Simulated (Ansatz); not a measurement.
**Abstraction of H: C2H8Ge + C3H8N → C2H7Ge + C3H9N**

Species: C2H8Ge (ethylgermane) `C[CH2][GeH3]`, singlet; C3H8N `CC[N]C`, doublet; C2H7Ge `[CH2][CH2][GeH3]`, doublet; C3H9N (ethylmethylamine) `CCNC`, singlet. A radical takes H: the energy is the difference in strength between the C–H bond broken and the N–H bond made.

Shapes, held fixed at every level: PBE0-D4/def2-TZVP. Flexible molecules stand in one conformer, not always the lowest. Programs: Ansatz 0.2.0. The zero-point and thermal change to 298 K, harmonic and unscaled (PBE0-D4/def2-TZVP), is +1.6 kJ/mol.

**Question.** Estimate ΔH(298 K) of this reaction.

**Answer.** MP2/def2-TZVPP gives ΔH(298 K) = +8.0 kJ/mol; the levels span +8.0 to +35.3. The median of the levels is +21.2. No measured value is set beside it here. Open shells run unrestricted unless RO is named. Relativity is left out for Ge unless named. Correlated rows may include outer-core shells of Ge, which these sets cover unevenly.

```tsv
level	kind	ΔH(298 K) (kJ/mol)
HF/def2-SVP	Hartree–Fock	+35.3
PBE-D4/def2-TZVPP	GGA	+20.9
BHLYP-D4/def2-TZVPP	global hybrid	+26.3
PBE0-D4/def2-TZVPP	global hybrid	+21.4
r2SCAN0-D4/def2-TZVPP	global hybrid	+22.4
B2PLYP/def2-TZVPP	double hybrid	+20.4
MP2/def2-SVP	perturbation theory	+13.0
MP2/def2-TZVPP	perturbation theory	+8.0
```

Every level makes the abstraction endothermic, so the N–H bond formed is weaker than the C–H bond broken. This fits the usual order: a dialkylaminyl radical is stabilised by hyperconjugation from both alkyl groups, whereas the attacked carbon is a primary one. Overlap of the C–Ge σ bond with the half-filled carbon orbital probably stabilises the germylethyl radical and keeps the cost modest.

The sign is therefore better supported than the size. The density functionals and the double hybrid lie between +20.4 and +26.3 kJ/mol, while the MP2 answer of +8.0 stands well below them. Hartree–Fock errs the other way, which suggests that second-order theory overcorrects the differential correlation between the two radicals and their parent molecules. MP2 also falls further on going to the larger basis, so basis incompleteness is unlikely to explain the gap, and a value near +20 is more plausible. Nor does the result describe the preferred attack on ethylgermane, since its Ge–H bonds are markedly weaker than its C–H bonds and should give up hydrogen more readily.
